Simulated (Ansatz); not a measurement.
GdO and the effect of the starting magnetic order

```
Gd O
1.0
     0.00000    2.70000    2.70000
     2.70000    0.00000    2.70000
     2.70000    2.70000    0.00000
Gd O
1 1
Direct
  0.00000 0.00000 0.00000
  0.75000 0.75000 0.75000
```

Kept alike: task single point; functional PBEsol; k mesh 9 × 9 × 9; occupations fermi-dirac, width 0.05 eV. Program: Ansatz, Ansatz PAW, cutoff 420 eV. The mesh is that of the run's cell of 2 atoms. No spin-orbit coupling.

```csv
starting magnetic order,largest site moment (μB),moment of the cell (μB),free energy over the lowest row (meV/atom)
"ferromagnetic start, larger moments",6.82,7.51,0.00
fm,6.82,7.51,0.00
random,6.82,7.51,0.00
spin off,0.00,0.00,3467.42
```

For a metal such a mesh leaves the last digits unconverged. The runs hold the magnetic state that their start led to, which needn't be the lowest. The row without spin has no moments by construction. Site moments count inside each atom's sphere or projector. All rows use potentials made for PBE.

Problem. What does the starting magnetic order change here?

Solution. The largest site moment runs from 0.00 (spin off) to 6.82 μB (ferromagnetic start, larger moments; fm; random). The moment of the cell runs from 0.00 (spin off) to 7.51 μB (ferromagnetic start, larger moments; fm; random). The free energy is lowest at ferromagnetic start, larger moments; fm; random, and 3467.42 meV an atom higher at spin off. Starts that end at one energy have found one state: ferromagnetic start, larger moments; fm; random.

The three spin-polarised starts converge to one ferromagnetic solution, and its moment is essentially that of a half-filled Gd 4f shell. Formally divalent Gd in GdO keeps one electron beyond 4f⁷, probably in states of largely 5d character. Partial polarisation of these states by exchange with the 4f spins would explain why the cell moment of 7.51 μB exceeds the pure 4f value without reaching that of a fully polarised extra electron. The smaller site moment suggests that part of this spin density is diffuse and lies outside the Gd sphere.

The penalty of 3467.42 meV/atom for removing spin is mainly the loss of intra-atomic Hund exchange, as the seven f electrons are forced into equally filled spin channels. It therefore measures the cost of quenching the local moment, not the coupling between moments, and says nothing about an ordering temperature. Nor does the agreement between starts establish a preference for ferromagnetism, because a cell with a single Gd atom cannot host antiparallel Gd moments.
